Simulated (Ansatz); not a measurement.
# Rh: energy along a strain

Rh, Fm-3m, a = 3.803 Å (as given, not relaxed at this level: -5.1 GPa). Ansatz: PBEsol, PAW, 420 eV, Γ-centred 22×22×22 mesh on 1 atom, Gaussian smearing 0.15 eV; no spin polarisation. Cell vectors (Å): 0.000 1.902 1.902; 1.902 0.000 1.902; 1.902 1.902 0.000. The cell is strained by x per cent times the pattern (0 1 0 0 0 0) in the order xx yy zz yz xz xy (engineering shears), with fractional coordinates held. y is the free energy over the start, V0 = 13.752 Å³/atom.

```
x (%) y (meV/atom)
-2.00             ?
-1.50         -2.20
-1.00         -2.45
-0.50         -1.70
 0.00          0.00
 0.50          2.64
 1.00          6.18
 1.50         10.58
 1.75         13.11
 2.00         15.84
```

Problem. Fit y = c1 x + c2 x² + c3 x³ to the other rows, get the stiffness along the pattern, and predict the missing energy.

Solution. Least squares on the rows shown. y = 4.3518 x + 1.8635 x² − 0.039867 x³. The clamped-ion stiffness p·C·p = 2 × 18.63 eV × 160.2 / 13.752 Å³ = 434 GPa, which is C22 in these axes (C11 of the cubic crystal) (second derivative at the start, which stands under stress). At x = -2.00 the fit asked for gives -0.93 meV/atom. The run gave -0.92 meV/atom, so the fit is 0.01 meV/atom too low, a small miss on the scale of the series.

The positive linear term shows that the starting crystal is stretched: shortening it along one cubic axis at first releases energy, and the lowest listed value lies at -1.00 %. This minimum doesn't give the equilibrium lattice constant, because the two transverse directions remain at their stretched lengths.

The large curvature reflects the strong cohesion of a 4d metal, in which a partly filled d band, with its bonding states largely occupied, adds directional d-d bonding to the sp electron gas. The negative cubic term is the usual anharmonicity: compression steepens the short-range repulsion, while stretching weakens orbital overlap. The stiffness at the unstressed volume is therefore probably somewhat higher than 434 GPa.

Holding the fractional coordinates costs nothing here, since with one atom per primitive cell a homogeneous strain leaves no internal displacement to relax. The close prediction at -2.00 % supports a smooth cubic description over this range, but a single uniaxial path can't separate the bulk modulus from the tetragonal shear stiffness.
